# Notes: reading $t$, $U$ and $\Delta$ of a Hubbard dimer off the edge of the positivity region

## Data and model

I have four numbers for a two-site, two-electron system. They were made for the exercise, in the form a two-orbital full CI calculation would report them after localising the orbitals, and they are rounded to three decimals, so each carries $\pm 0.0005$.

| quantity | symbol | value |
|---|---|---|
| occupation of site 1 | $n_1$ | 1.084 |
| bond order per spin | $g=\tfrac12\sum_\sigma\langle a^\dagger_{1\sigma}a_{2\sigma}\rangle$ | 0.332 |
| total double occupancy | $d=d_1+d_2$, $d_i=\langle n_{i\uparrow}n_{i\downarrow}\rangle$ | 0.142 |
| triplet minus ground state | $J=E_T-E_0$ | 0.619 eV |

The model is

$$H=-t\sum_\sigma\left(a^\dagger_{1\sigma}a_{2\sigma}+a^\dagger_{2\sigma}a_{1\sigma}\right)+U\sum_i n_{i\uparrow}n_{i\downarrow}+\frac{\Delta}{2}\,(n_2-n_1),$$

and I want $t$, $U$ and $\Delta$. Three unknowns against four data leave one test. That test turns out to be a positivity condition, so I set those up first. All matrices of the dimer are taken real, and $\gamma_\uparrow=\gamma_\downarrow$. I write $m=n_1-1=0.084$.

## Conventions and the three maps

For $N$ electrons in $L$ orthonormal spin orbitals:

$$\gamma^p_r=\langle a^\dagger_p a_r\rangle,\quad D^{pq}_{rs}=\langle a^\dagger_p a^\dagger_q a_s a_r\rangle,\quad Q^{pq}_{rs}=\langle a_p a_q a^\dagger_s a^\dagger_r\rangle,\quad G^{pq}_{rs}=\langle a^\dagger_p a_q a^\dagger_s a_r\rangle .$$

$D$, $Q$ and $G$ are $L^2\times L^2$ matrices with row $(pq)$ and column $(rs)$ running over all ordered pairs. The contraction is $\sum_q D^{pq}_{rq}=(N-1)\gamma^p_r$.

For any operator $C$ and any pure or mixed state, $\langle C^\dagger C\rangle\ge 0$. With $C=\sum c_{rs}\,a_s a_r$ the expectation value is $\sum c^*_{pq}D^{pq}_{rs}c_{rs}$, so $D\ge0$ (the P condition). With $C=\sum c_{rs}\,a^\dagger_s a^\dagger_r$ I get $Q\ge0$, and with $C=\sum c_{rs}\,a^\dagger_s a_r$ I get $G\ge0$. These conditions go back to Coleman (1963) and to Garrod and Percus (1964).

They constrain $D$ because normal ordering makes $Q$ and $G$ linear in $D$ and $\gamma$, up to a constant term in $Q$. For $G$ one anticommutator is enough, $a_q a^\dagger_s=\delta_{qs}-a^\dagger_s a_q$, and $\langle a^\dagger_p a^\dagger_s a_q a_r\rangle=D^{ps}_{rq}$:

$$G^{pq}_{rs}=\delta_{qs}\gamma^p_r-D^{ps}_{rq}.$$

For $Q$, moving $a_q$ to the right gives

$$a_pa_qa^\dagger_sa^\dagger_r=\delta_{qs}\,a_pa^\dagger_r-\delta_{qr}\,a_pa^\dagger_s+a_pa^\dagger_sa^\dagger_ra_q ,$$

and moving $a_p$ in the last term gives $\delta_{ps}a^\dagger_ra_q-\delta_{pr}a^\dagger_sa_q+a^\dagger_sa^\dagger_ra_pa_q$. Since $a^\dagger_sa^\dagger_ra_pa_q=a^\dagger_ra^\dagger_sa_qa_p$,

$$Q^{pq}_{rs}=\delta_{pr}\delta_{qs}-\delta_{ps}\delta_{qr}-\delta_{qs}\gamma^r_p-\delta_{pr}\gamma^s_q+\delta_{qr}\gamma^s_p+\delta_{ps}\gamma^r_q+D^{rs}_{pq}.$$

Traces: $\operatorname{tr}D=N(N-1)$. From the maps, $\operatorname{tr}G=LN-N(N-1)=N(L-N+1)$ and $\operatorname{tr}Q=L^2-L-2LN+2N+N(N-1)=(L-N)(L-N-1)$. For my case, $L=4$ and $N=2$, the traces of $D$, $Q$, $G$ are 2, 2 and 6.

## Diagonal elements: the crude bounds

Take the pair $(i\uparrow,i\downarrow)$ on the diagonal of each matrix:

- $D$: $d_i\ge0$.
- $Q$: $1-n_i+d_i\ge0$, the probability that site $i$ is empty.
- $G$: $n_{i\uparrow}-d_i\ge0$, the probability that site $i$ holds only an up electron.

So $\max(0,n_i-1)\le d_i\le n_i/2$. With $n_1=1.084$ and $n_2=0.916$: $0.084\le d_1\le0.542$ and $0\le d_2\le0.458$.

For $N=2$ there is also an identity. The probabilities of both electrons on 1, both on 2, and one on each are $d_1$, $d_2$, $1-d$, so $n_1=2d_1+(1-d)$, that is $d_1-d_2=m$. The data give $d_1=(d+m)/2=0.113$ and $d_2=(d-m)/2=0.029$, inside the bounds. The bounds on the sum read $|m|\le d\le1$.

The identity also shows that the $Q$ element $1-n_1+d_1$ equals $d_2$, a diagonal element of $D$. That is no accident. In the $N=2$ sector $a_sa_r=|0\rangle\langle rs|$ with $|rs\rangle=a^\dagger_ra^\dagger_s|0\rangle$, so $D^{pq}_{rs}=\langle rs|\hat\rho|pq\rangle$: any antisymmetric $D\ge0$ of trace 2 defines a two-electron density operator $\hat\rho$. P is then necessary and sufficient for ensemble representability, and Q and G follow from it. With $L=4$, two holes fix two particles, so $Q$ is $D$ with each pair replaced by its complement, up to signs, and has the same spectrum.

I note where this stops. For $N=3$ in the same dimer the traces of $D$, $Q$, $G$ are 6, 0 and 6. $D\ge0$ alone would accept all the weight on the pair $(1\uparrow,1\downarrow)$, with $d_1=3$. $Q\ge0$ with zero trace forces $Q=0$, which fixes $D$ from $\gamma$ and gives $d_i=n_i-1$.

## The sharp bound once $g$ is known

The singlet basis is $|1\rangle=a^\dagger_{1\uparrow}a^\dagger_{1\downarrow}|0\rangle$, $|S\rangle=(a^\dagger_{1\uparrow}a^\dagger_{2\downarrow}+a^\dagger_{2\uparrow}a^\dagger_{1\downarrow})|0\rangle/\sqrt2$, $|2\rangle=a^\dagger_{2\uparrow}a^\dagger_{2\downarrow}|0\rangle$. The operator $\sum_\sigma a^\dagger_{1\sigma}a_{2\sigma}$ is a spin scalar, kills the triplets, and has $\langle1|\cdot|S\rangle=\langle S|\cdot|2\rangle=\sqrt2$. Therefore

$$g=\frac{\rho_{1S}+\rho_{S2}}{\sqrt2},\qquad \rho_{11}=d_1,\quad\rho_{22}=d_2,\quad\rho_{SS}=1-d-w_T,$$

with $w_T\ge0$ the total triplet weight. The $2\times2$ minors of $\rho\ge0$ give $|\rho_{1S}|\le\sqrt{d_1\rho_{SS}}$ and $|\rho_{S2}|\le\sqrt{d_2\rho_{SS}}$. Define $w=2\sqrt{d_1d_2}=\sqrt{d^2-m^2}$, so that $(\sqrt{d_1}+\sqrt{d_2})^2=d+w$. Then

$$2g^2\le\rho_{SS}\,(d+w)\le F(d)\equiv(1-d)\left(d+\sqrt{d^2-m^2}\right).$$

For $d_1,d_2>0$ and $g>0$, equality needs $w_T=0$ and both minors saturated. A vanishing minor makes the corresponding Gram vectors parallel, so the whole block has rank one: $\hat\rho=|\psi\rangle\langle\psi|$ with $|\psi\rangle=x|1\rangle+y|S\rangle+z|2\rangle$, $x=\sqrt{d_1}$, $y=\sqrt{1-d}$, $z=\sqrt{d_2}$.

The same minors sit in $G$. In the spin-flip block, for an $S_z=0$ ensemble, the map gives $G^{1\uparrow1\downarrow}_{1\uparrow1\downarrow}=\langle n_{1\uparrow}n_{2\downarrow}\rangle$, $G^{1\uparrow2\downarrow}_{1\uparrow2\downarrow}=n_{1\uparrow}-\langle n_{1\uparrow}n_{2\downarrow}\rangle=d_1$ and $G^{1\uparrow1\downarrow}_{1\uparrow2\downarrow}=-D^{1\uparrow2\downarrow}_{1\uparrow1\downarrow}$, which is a minor of $D$ with one sign changed. For the pure singlet the block is $vv^T$ with $v=(y/\sqrt2,\,-x,\,z,\,-y/\sqrt2)$ in the order $11,12,21,22$. Its null vector $(1,0,0,1)$ is the statement $S_-|\psi\rangle=0$.

To turn the bound into a window for $d$, set $F=2g^2$, isolate the root and square. With $R^2=4g^2+m^2$,

$$R^2(1-d)^2-4g^2(1-d)+4g^4=0,\qquad d_{\min,\max}=1-\frac{2g^2}{R^2}\left(1\pm\sqrt{1-R^2}\right).$$

$R$ is the difference of the natural occupations: $\gamma_\sigma$ has diagonal $(1\pm m)/2$ and off-diagonal $g$, hence eigenvalues $(1\pm R)/2$. Both roots are true edges if $2g^2>F(|m|)=|m|(1-|m|)$. Then $F-2g^2$ is negative at $d=|m|$ and at $d=1$, and equals $(1-R^2)/2\ge0$ at $d=(1+m^2)/2$, so it has two zeros, which exhaust the quadratic. If instead $2g^2\le|m|(1-|m|)$, the lower bound stays at $|m|$. Both edges are reached by pure singlets, and mixtures of the two fill the window at the same $\gamma$. On the edges $d+w=2g^2/(1-d)=1\mp\sqrt{1-R^2}$.

Numbers: $2g^2=0.22045$, above $|m|(1-|m|)=0.0769$. $R^2=0.44795$, $R=0.6693$, $\sqrt{1-R^2}=0.74300$, occupations per spin 0.8346 and 0.1654. The window is

$$0.1422\le d\le0.8735 .$$

The reported $d=0.142$ is on the lower edge, in fact 0.0002 below it. Equivalently, $w=0.11449$, $d+w=0.25649$ and $F(0.142)=0.22007<2g^2$; the largest $g$ allowed by the quoted $d$ and $m$ is 0.3317. Taken literally, the four numbers belong to no state. Within rounding they do, since $g$ may be as low as 0.3315. I read this as a state on the edge, so close to a pure singlet.

For such a state the spectra are simple. $D$ and $Q$ have one eigenvalue 2 and otherwise zeros. The nonzero eigenvalues of $G$ are those of $\sum_{rs}a^\dagger_sa_r|\psi\rangle\langle\psi|a^\dagger_ra_s$. The spin-conserving terms give $\gamma_\uparrow\otimes1+1\otimes\gamma_\downarrow$ on the four $S_z=0$ states, with eigenvalues $1+R,\,1,\,1,\,1-R$, and each spin-flip block gives $|v|^2=1$. So $G$ has 1.6693, four times 1, 0.3307 and ten zeros, with sum 6.

## Inversion

In the singlet basis $H$ has diagonal $(U-\Delta,\,0,\,U+\Delta)$ and $-\sqrt2\,t$ between $|S\rangle$ and each closed-shell state. The triplets lie at zero, so $E_0=-J$. The eigenvalue equations for $(x,y,z)$ are linear in the unknowns:

$$(U-\Delta+J)\,x=\sqrt2\,t\,y,\qquad J\,y=\sqrt2\,t\,(x+z),\qquad(U+\Delta+J)\,z=\sqrt2\,t\,y .$$

The middle one gives $\sqrt2\,t=Jy/(x+z)$. Dividing the outer ones by $x$ and $z$, adding and subtracting, gives $U+J=Jy^2/(2xz)$ and $\Delta=Jy^2(x-z)/[2xz(x+z)]$. With $y^2=1-d$, $2xz=w$, $(x+z)^2=d+w$ and $x-z=m/(x+z)$:

$$t=J\sqrt{\frac{1-d}{2(d+w)}},\qquad U=J\left(\frac{1-d}{w}-1\right),\qquad\Delta=J\,\frac{(1-d)\,m}{w\,(d+w)} .$$

On the edge $g=y(x+z)/\sqrt2$, so also $t=J(1-d)/(2g)$. $U$ vanishes when $w=1-d$, that is at $d=(1+m^2)/2=0.5035$; below that it is positive.

There are two natural ways to feed in the data.

**Route A** uses $(d,m,J)$ and ignores $g$. Here $(1-d)/w=7.494$, giving $t=0.801$ eV, $U=4.02$ eV, $\Delta=1.52$ eV.

**Route B** uses $(g,m,J)$ and replaces $d$ by $d_{\min}$. Then $w=1-\sqrt{1-R^2}-d_{\min}=0.11477$, $(x,y,z)=(0.3363,\,0.9262,\,0.1706)$, $(1-d_{\min})/w=7.474$, giving $t=0.800$ eV, $U=4.01$ eV, $\Delta=1.51$ eV.

Route B has a second reading. The energy is linear in the density matrices, $E=Ud-\Delta m-4tg$. For $U>0$ its minimum over the allowed region has $d=d_{\min}(g,m)$, and stationarity in $g$ and $m$ requires

$$U\,\frac{\partial d_{\min}}{\partial g}=4t,\qquad U\,\frac{\partial d_{\min}}{\partial m}=\Delta .$$

The parameters are the normal to the positivity surface at the data point. Differentiating the closed form gives slopes 0.7982 and 0.3773, so $U/t=5.01$ and $\Delta/t=1.89$ from $\gamma$ alone, and $J$ only sets the scale. With the unrounded route B values the energy is $0.5699-0.1270-1.0619=-0.6190$ eV, which is $-J$, as the algebra demands.

## Uniqueness

Within the model:

- Given $d$, $m$, $J>0$ with $|m|<d<1$, the three linear equations have one solution with $t>0$. The vector $(x,y,z)$ is positive and the off-diagonal elements are negative, so by the Perron–Frobenius theorem it is the lowest singlet, and $-J<0$ puts it below the triplets. The sign of $t$ follows the relative phase of the two orbitals and is tied to the sign of $g$.
- Given only $g$, $m$, $J$, there are two solutions. The upper edge $d_{\max}=0.8735$ is the ground state of an attractive model with $U=-0.53$ eV and $t=0.118$ eV, with the same $\gamma$ and the same gap. The datum $d$ selects the branch, and needs no precision to do so.
- Given only $d$, $g$, $J$, the edge condition gives $w=2g^2/(1-d)-d$ and $|m|=0.0834$. The sign of $\Delta$ is lost. Along the edge at fixed $d$, $\partial m/\partial g=-4t/\Delta=-2.1$, which diverges as $\Delta\to0$, so this route is poor for nearly symmetric dimers.

Beyond the model, the $N=2$ data are blind to some extensions. An intersite repulsion $Vn_1n_2$ shifts $|S\rangle$ and the triplets alike, so what I call $U$ is $U-V$. Unequal on-site values enter as $U_1-\Delta$ and $U_2+\Delta$, so I obtain $(U_1+U_2)/2$ and $\Delta-(U_1-U_2)/2$.

A direct exchange integral $K=(12|12)$ between real orbitals is more harmful. It puts $|S\rangle$ at $+K$, the triplets at $-K$, and couples $|1\rangle$ to $|2\rangle$ by $+K$. For small $K$ the amplitudes stay positive, so the state stays on the edge and the consistency test cannot see it. Now $E_0=-J-K$, the middle equation becomes $(J+2K)y=\sqrt2\,t(x+z)$, and the sum of the outer ones gives

$$U=(J+2K)\frac{1-d}{w}-J-K\left(1+\frac dw\right).$$

At the route B point $\partial U/\partial K=12.7$. An illustrative $K=0.01$ eV raises $U$ by 0.13 eV, about four times the rounding error of route B found next.

## How errors carry through

For route A, with $\partial w/\partial d=d/w$ and $\partial w/\partial m=-m/w$,

$$\frac{\partial U}{\partial d}=-\frac Jw\left(1+\frac{(1-d)\,d}{w^2}\right),\qquad\frac{\partial U}{\partial m}=\frac{J(1-d)\,m}{w^3},$$

$$\frac{\partial\ln t}{\partial d}=-\frac12\left(\frac1{1-d}+\frac1w\right),\qquad\frac{\partial\ln\Delta}{\partial d}=-\frac1{1-d}-\frac d{w^2}-\frac1w .$$

Route B follows by the chain rule through the two slopes of $d_{\min}$. The last column is the worst case, 0.0005 times the sum of absolute values. Derivatives in $d$, $g$, $m$ are in eV, those in $J$ are pure numbers.

| route A | $\partial/\partial d$ | $\partial/\partial m$ | $\partial/\partial J$ | worst case (eV) |
|---|---|---|---|---|
| $t$ | −3.96 | 1.14 | 1.29 | 0.0032 |
| $U$ | −55.7 | 29.7 | 6.49 | 0.046 |
| $\Delta$ | −31.5 | 32.2 | 2.45 | 0.033 |

| route B | $\partial/\partial g$ | $\partial/\partial m$ | $\partial/\partial J$ | worst case (eV) |
|---|---|---|---|---|
| $t$ | −3.15 | −0.35 | 1.29 | 0.0024 |
| $U$ | −44.2 | 8.6 | 6.47 | 0.030 |
| $\Delta$ | −25.0 | 20.2 | 2.44 | 0.024 |

The expansion parameter is the rounding over $w$, $0.0005/w=0.0044$, so linear propagation is adequate. Route B is tighter at equal rounding for two reasons. The slope $\partial d_{\min}/\partial g$ is below one. Also, raising $m$ at fixed $g$ raises $d_{\min}$, which offsets part of the direct effect on $w$. The small quantity in all denominators is $w=2\sqrt{d_1d_2}$, so the problem degrades as either double occupancy vanishes, that is as $d\to|m|$. The rounding of $g$ and $m$ moves $d_{\min}$ by up to 0.0006, which covers the 0.0002 violation, and the two routes overlap within their ranges.

The remaining question is how far the data themselves certify the pure ground state that I assumed. The first inequality for $2g^2$ gives

$$w_T\le1-d-\frac{2g^2}{d+w}.$$

The right side grows with $d$ here and falls with $m$ and $g$, so it is largest at the corner $d=0.1425$, $m=0.0835$, $g=0.3315$ of the rounding box, where $w_T\le0.0055$. At that corner the singlet part is again of rank one, $\rho_{SS}$ replaces $1-d$ in the ratio $y^2/(2xz)$, which becomes 7.378, and $U=3.95$ eV. A triplet admixture that the rounding can hide thus lowers $U$ by 0.06 eV relative to route B, twice the rounding error of that route.

For the three-parameter model in its pure ground state I therefore take, as the model's values, $t=0.800\pm0.002$ eV, $U=4.01\pm0.03$ eV and $\Delta=1.51\pm0.02$ eV, as linear worst-case ranges. $U$ stands for $U-V$ averaged over the sites, and it holds for $K=0$ and $w_T=0$: it moves up by 0.13 eV for each 0.01 eV of direct exchange, and down to 3.95 eV at the largest triplet weight the data permit.